Post-antisymmetrised cross sections for H + H₂, and the conversion of para-hydrogen by H atoms

Three protons go into an H + H₂ collision and three come out, and no detector can say which is which. A scattering calculation nevertheless labels them 1, 2, 3 and returns amplitudes for labelled events. Today I will show how the observable cross sections follow from those amplitudes after the dynamics has been solved, what the conical intersection does to the signs, and what this means for para to ortho conversion between 300 and 450 K.

1. Premises

(a) The Hamiltonian contains no nuclear spin and commutes with all six permutations of the nuclei.
(b) The total state changes sign under exchange of any two protons, space and spin together.
(c) Nuclear spins are unpolarised before the collision and unresolved after it.
(d) Only H(1s) + H₂(X ¹Σg⁺) channels are open.

A single adiabatic surface is not assumed yet. It enters in section 5.

2. Labelled amplitudes and their convention

The arrangements are |1⟩ = 1 + (23), |2⟩ = 2 + (31), |3⟩ = 3 + (12). The diatomic vectors are cyclic: r₁ = x₃ − x₂, r₂ = x₁ − x₃, r₃ = x₂ − x₁, and Rₐ points from the centre of the diatom to atom a. A channel state |a,n⟩ carries n = (v, j, m, direction of relative motion), with m referred to a space-fixed axis, and it includes the electronic function. Let C be the relabelling 1→2→3→1. I fix phases by C|1,n⟩ = |2,n⟩ and C|2,n⟩ = |3,n⟩.

The exchange P₂₃ sends r₁ to −r₁, and r₂ = x₁ − x₃ to x₁ − x₂ = −r₃. A rotational function Y_jm gains (−1)^j when its argument is reversed, and the Σg⁺ electronic function is even under exchange of its two nuclei. Hence

P₂₃|1,n⟩ = (−1)^j |1,n⟩, P₂₃|2,n⟩ = (−1)^j |3,n⟩. (1)

Let T be the transition operator, proportional to S − 1, on the asymptotic space, where the three arrangements are orthogonal. By (a) it commutes with C and P₂₃. Define

f_n = ⟨1,n′|T|1,n⟩, f_r = ⟨2,n′|T|1,n⟩,

normalised so that dσ/dΩ = (k′/k)|f|² for labelled particles. Insert T = P₂₃TP₂₃ and use (1):

f_n = (−1)^(j+j′) f_n, ⟨3,n′|T|1,n⟩ = (−1)^(j+j′) f_r. (2)

The direct amplitude vanishes when j changes parity, and the second exchange arrangement contains nothing new. Note that f_r belongs to one product arrangement only.

Question: Does the cyclic choice matter, or is it bookkeeping?

It matters for signs. Had I obtained arrangement 2 by the transposition P₁₂, its vector would be x₃ − x₁ = −r₂, and f_r would be multiplied by (−1)^j′. The para formulas would look the same and the ortho-ortho interference term would appear with the opposite sign. The observable is unchanged, but a formula must be used with the convention it was derived in.

3. Antisymmetrisation

Attach a three-proton spin function χ to |1,n⟩. Every permutation is a power of C times either 1 or P₂₃, and C is even, so the antisymmetriser factorises:

A = (1/3)(1 + C + C²) · (1/2)(1 − P₂₃),

with the operators acting on space and spin together. Take χ with P₂₃χ = ηχ. The right-hand factor gives zero unless (−1)^j η = −1. Even j goes with the pair singlet, η = −1, which is para-H₂. Odd j goes with the pair triplet, η = +1, which is ortho-H₂. The normalised physical state is

|n,χ⟩ = 3^(−1/2) (1 + C + C²)|1,n⟩χ,

since its three terms lie in orthogonal arrangements. The matrix element of T has nine terms with weight 1/3. As T commutes with C, a term depends only on the difference of the two powers, and each difference occurs three times:

F = f_n ⟨χ′|χ⟩ + f_r ⟨Cχ′|χ⟩ + (−1)^(j+j′) f_r ⟨C²χ′|χ⟩. (3)

The spin overlaps factor out because T ignores spin. As operators C = P₁₂P₂₃ and C² = P₁₃P₂₃, so Cχ′ = η′P₁₂χ′ and C²χ′ = η′P₁₃χ′. Also P₁₃ = P₂₃P₁₂P₂₃, which gives ⟨χ′|P₁₃|χ⟩ = ηη′⟨χ′|P₁₂|χ⟩, and ηη′ = (−1)^(j+j′). The two signs in the last term of (3) multiply to +1, the two exchange terms are equal, and

F = f_n ⟨χ′|χ⟩ + 2η′ f_r ⟨χ′|P₁₂|χ⟩. (4)

Question: Why may you solve the dynamics first and impose the statistics later?

Because T commutes with A. The antisymmetric subspace is invariant, so the labelled problem already contains the physical one as a block. No approximation is involved.

Question: Is the flux normalised properly? You have three incoming waves.

Each carries a third of the flux, and together they carry one unit. The detector registers an atom whatever its label, so it collects all three outgoing arrangements. Setting f_r = 0 in (4) returns F = f_n, as it must.

4. The spin algebra

For spin ½, P_ab = ½ + 2 s_a·s_b. Summing over the three pairs, with S the total nuclear spin,

P₁₂ + P₁₃ + P₂₃ = 3/2 + S(S+1) − 9/4 = S(S+1) − 3/4.

This is 3 for the quartet and 0 for a doublet. P₁₂ commutes with the total spin, so S and its projection M are conserved.

Quartet: four states, all symmetric, η = +1, ⟨P₁₂⟩ = 1.

Doublets: for each M there are two states, s with the pair 23 in its singlet and t with the pair in its triplet. On the diagonal ⟨P₁₃⟩ = ⟨P₁₂⟩, and the sum rule reads 2⟨P₁₂⟩ + η = 0. Thus ⟨s|P₁₂|s⟩ = +½ and ⟨t|P₁₂|t⟩ = −½. From P₁₂² = 1 within this two-state block, |⟨t|P₁₂|s⟩|² = 1 − ¼ = ¾.

Equation (4) now gives

para → para (doublet): F = f_n − f_r
para ↔ ortho (doublet): |F| = √3 |f_r|
ortho → ortho (doublet): F = f_n − f_r
ortho → ortho (quartet): F = f_n + 2f_r

By (c) we average over initial spin states. H + para-H₂ has two, both doublet. H + ortho-H₂ has six, four quartet and two doublet, so the weights are ⅔ and ⅓. For ortho → para only the doublet third contributes, ⅓ × 3|f_r|². For ortho → ortho,

⅔|f_n + 2f_r|² + ⅓|f_n − f_r|² = |f_n|² + (8/3 − 2/3) Re(f_n* f_r) + (8/3 + 1/3)|f_r|² = |f_n + f_r|² + 2|f_r|².

The result, with dσ/dΩ equal to k′/k times the entry, averaged over m and summed over m′ when these are not resolved, is

para → para: |f_n − f_r|²
para → ortho: 3|f_r|²
ortho → para: |f_r|²
ortho → ortho: |f_n + f_r|² + 2|f_r|² (5)

Each line uses the amplitudes for its own n and n′.

Question: Two arrangements should give 2|f_r|². Where did the 2 go?

It is the average over product parity. From para, the pure exchange weight is 1 into even j′ and 3 into odd j′. From ortho it is 1 into even and 3 into odd again. The mean is 2, and the statistics only redistribute the products in the ratio of the pair spin degeneracies.

5. The geometric phase

Under (a) to (d), equation (5) is exact, provided f_r refers to channel states whose electronic functions are related by the permutation C. A calculation on one adiabatic surface with a single-valued nuclear function returns different quantities, g_n and g_r, in which the real electronic function is tacitly carried along the path by continuity. We must ask whether continuity and permutation deliver the same sign.

The London valence-bond model answers this. Put one 1s orbital on each nucleus and write Φ = Â[a(1) b(2) c(3) Θ], with Â the electron antisymmetriser and Θ an electron-spin doublet. With overlap neglected the Hamiltonian acts on Θ as

H = Q + |J₂₃|P₂₃ + |J₃₁|P₃₁ + |J₁₂|P₁₂,

where the P now exchange electron spins and the exchange integrals J are negative, so that an isolated pair has its singlet at Q − |J|. In arrangement 1 only J₂₃ survives and the ground state is Θ₁, the singlet of 23. Relabelling the nuclei cyclically permutes the orbitals cyclically. Restoring their order is an even permutation of electrons, which costs no sign, so C turns Θ₁ into Θ₂, the singlet of the ordered pair 31, and then into Θ₃. By section 4, ⟨Θ₂|Θ₁⟩ = −⟨s|P₁₂|s⟩ = −½, and likewise for the other pairs. The three are unit vectors at 120° in the doublet plane. Place Θ₁ at 0°, Θ₃ at 120°, Θ₂ at 240°.

In that plane P₂₃ = 1 − 2|Θ₁⟩⟨Θ₁|, a reflection. For a unit vector at angle θ the projector is ½(1 + cos 2θ σ_z + sin 2θ σ_x), so P₂₃, P₃₁ and P₁₂ are −(u·σ) with u at the doubled angles 0°, 120° and 240°. Then H = Q − (w·σ), where w is the sum of the three u weighted by the |J|. The lower state points at half the angle of w, and the gap 2|w| closes only where the three J are equal. That is the equilateral conical intersection.

Go from arrangement 1 to 2 through the collinear saddle 1–3–2. There J₁₂ is small, and w turns from 0° through 60° to 120°. The electronic vector turns from 0° through 30° to 60°: from Θ₁ through (Θ₁ − Θ₂)/√3, which overlaps Θ₁ by √3/2, to −Θ₂. Continuity gives −Θ₂ where permutation gives +Θ₂. Every passage over a saddle to the neighbouring arrangement costs a factor −1, and three passages round the intersection give (−1)³ = −1, the geometric phase. The sign is discrete, so it survives any refinement of the model that does not carry a degeneracy across the path.

Now sort nuclear paths by the net number p of such steps, counted positive in the sense 1→2→3. Recrossing a saddle leaves p unchanged. Let g(p) be the amplitude of class p. Then

g_n = g(0) + g(3) + g(−3) + …, g_r = g(1) + g(−2) + …
f_n = g(0) − g(3) − g(−3) + …, f_r = −g(1) + g(−2) − …

If only p = 0 and ±1 contribute, f_n = g_n and f_r = −g_r, and (5) becomes |g_n + g_r|², 3|g_r|², |g_r|², |g_n − g_r|² + 2|g_r|². This reversal of the relative sign was pointed out by Mead in 1980. Ignoring the phase means putting f = g in (5). As an illustration take g_r = 0.1 g_n. In units of |g_n|², para → para is 0.81 without the phase and 1.21 with it, and ortho → ortho is 1.23 without and 0.83 with it.

Question: The intersection is far above thermal energies. Why should it matter at all?

The direct and exchange paths, once the nuclei are made identical, close a loop round the intersection without approaching it. The sign is topological and needs no energy.

Question: Then the conversion rate feels it too?

Not at this order. Conversion has no direct amplitude and |−g_r|² = |g_r|². It feels the phase only through interference of g(1) with g(−2).

6. Thermal rate coefficients

The integral cross section for one exchange arrangement is σ = (π/k²)(2j+1)⁻¹ Σ(2J+1)|S|², summed over total angular momentum J and over helicities. With E_t σ = (πħ²/2μ) × (that sum)/(2j+1) and β = 1/k_BT, the Maxwell average (8/πμβ)^½ β² ∫E_t σ exp(−βE_t) dE_t has the prefactor (2π)^½ ħ² (β/μ)^(3/2) = Λ³/h, where Λ = h/(2πμk_BT)^½. Weight each level by (2j+1) exp(−βE_vj) and define N_eo(E) as Σ(2J+1)|S|² over all even j and odd j′ at total energy E. Time reversal, followed by C and (2), gives N_oe = N_eo. With Q_e and Q_o the internal partition sums over even and odd j, free of spin factors, (5) yields

k_po = 3W/Q_e, k_op = W/Q_o, W = (Λ³/h) ∫ N_eo(E) exp(−βE) dE. (6)

The ratio is K = k_po/k_op = 3Q_o/Q_e, the ortho/para equilibrium constant. The scattering factors 3 and 1 reproduce detailed balance. From d[p]/dt = −[H](k_po[p] − k_op[o]) at fixed total H₂, the para excess decays at the rate (k_po + k_op)[H].

Write W = φG, with G the same integral over the full single-arrangement N(E). Since N_eo = N_oe, φ cannot exceed ½. If reactivity is blind to the parity of j and j′, φ = ¼. When also Q_e = Q_o, then k_po = (3/2)k₁ and k_op = (1/2)k₁, with k₁ = G/(Q_e + Q_o), and their sum is 2k₁, the labelled-atom rate for attack at either end.

7. Range of validity

First, magnetic terms break premise (a), because the H atom is paramagnetic and can flip the pair spin without reaction. At 300 K, with μ = ⅔ × 1.008 u = 0.672 u, the mean relative speed is 3.1 km/s and 1 Å is crossed in about 3×10⁻¹⁴ s. Take the atomic hyperfine frequency as approximately 1420 MHz and assume a difference in spin density between the two molecular protons of 1 per cent of the atomic value. The accumulated phase is 3×10⁻⁶. The dipolar coupling of one Bohr magneton with a proton moment of approximately 2.79 nuclear magnetons at 2 Å gives 5×10⁻⁷. The flip probability is then about 1×10⁻¹¹. With a collision radius of 2.5 Å the collision rate coefficient is 6×10⁻¹⁰ cm³ s⁻¹, and magnetic conversion comes to 6×10⁻²¹ cm³ s⁻¹. This is an order-of-magnitude estimate, nearly five orders below the 300 K rate found next. Exchange over a barrier falls steeply on cooling and the magnetic route does not, so the premise eventually fails for conversion at low temperature.

Second, (5) needs unpolarised spins. Otherwise use (4) state by state.

Third, the plain sign reversal needs |p| ≤ 1. The intersection lies at approximately 2.7 eV above the H + H₂ minimum, as a typical value, while thermal reaction takes place near the 0.38 eV adiabatic barrier used below. Two successive saddle crossings would need the new molecule to turn end over end beside the departing atom. For j′ = 3 and B ≈ 59.3 cm⁻¹ a half turn takes 1/(4cBj′) = 47 fs. If the barrier energy goes into translation the fragments part at 10 km/s and are by then some 5 Å further apart. This argues that g(−2) is small at 300 to 450 K, without bounding it. At total energies of electronvolts the full sums over p are required, and near the intersection the upper surface as well.

Fourth, the nuclei must be identical spin-½ particles. D + D₂ needs symmetrisation with spin 1, and for D + H₂ only P₂₃ remains.

8. A model number for H + para-H₂

I estimate G by transition-state theory for one collinear saddle, with no symmetry numbers since the atoms are labelled, and energies counted from H + H₂(v = 0, j = 0):

G = κ (k_BT/h) Λ³ Q‡rot Q‡vib exp(−βV₀).

The electron-spin degeneracy of 2 cancels. The inputs are typical, approximate values: classical barrier 3360 cm⁻¹ (9.6 kcal/mol), H–H distance at the saddle 0.93 Å, symmetric stretch 2050 cm⁻¹, doubly degenerate bend 900 cm⁻¹, imaginary frequency 1510i cm⁻¹, and for H₂ ω = 4400 cm⁻¹ with a rigid rotor B = 59.3 cm⁻¹. Harmonic zero-point energies give V₀ = 3360 + (2050 + 2×900)/2 − 4400/2 = 3085 cm⁻¹ (8.8 kcal/mol). The moment of inertia 2mr² gives B‡ = 9.67 cm⁻¹.

The crossover temperature ħω‡/2πk_B is 346 K, inside our range, so the parabolic correction diverges and a finite barrier is needed. I take the symmetric Eckart form V₀ sech²(x/L) with the curvature set by ω‡. Its transmission is

P(E) = sinh²y/(sinh²y + cosh²d), y = α(E/V₀)^½, d = (α² − π²/4)^½, α = 2πV₀/ħω‡ = 12.84,

and κ = β exp(βV₀) ∫P(E) exp(−βE) dE, done numerically.

Quantity | 300 K | 450 K
Q_e | 1.938 | 2.810
Q_o | 1.931 | 2.810
K | 2.99 | 3.00
k_BT/h (10¹² s⁻¹) | 6.251 | 9.376
Λ³ (10⁻²⁴ cm³) | 1.859 | 1.012
Q‡rot | 21.9 | 32.7
Q‡vib | 1.027 | 1.124
exp(−βV₀) | 3.75×10⁻⁷ | 5.20×10⁻⁵
κ | 12.5 | 2.89
G (cm³ s⁻¹) | 1.23×10⁻¹⁵ | 5.24×10⁻¹⁴
k_po (cm³ s⁻¹) | 4.8×10⁻¹⁶ | 1.4×10⁻¹⁴
k_op (cm³ s⁻¹) | 1.6×10⁻¹⁶ | 4.7×10⁻¹⁵

The last two rows are (6) with φ = ¼. The extra figures in the upper rows are kept for the arithmetic only. The model's relaxation coefficient k_po + k_op is about 6×10⁻¹⁶ cm³ s⁻¹ at 300 K and 1.9×10⁻¹⁴ cm³ s⁻¹ at 450 K. At an illustrative, constant atom density of 10¹⁴ cm⁻³ the para excess decays in 16 s and 0.5 s.

Question: How much of that table should I believe?

Distinguish two layers. The ratio K follows from (5) and the rotor levels alone, and the insensitivity to the geometric phase follows from section 5 under |p| ≤ 1. The absolute rates are the model's. They scale linearly with the assumed φ, which could at most double, and they depend exponentially on V₀. Typical knowledge puts the relaxation coefficient near 2 to 3×10⁻¹⁶ cm³ s⁻¹ at 300 K and near 1×10⁻¹⁴ cm³ s⁻¹ at 450 K, so the model lies high by a factor of roughly two to three at the lower temperature and about two at the upper. The harmonic bend and the one-dimensional barrier, which borrows the curvature of the classical saddle for the zero-point-corrected profile, are the likely causes.

Question: If someone hands me a labelled-atom rate coefficient, what do I multiply it by?

Ask first whether it counts one end of the molecule or both. For the two-ended coefficient 2k₁, in this temperature range and with φ = ¼, para → ortho is three quarters of it, ortho → para is one quarter, and the decay of the para excess proceeds with the whole of it.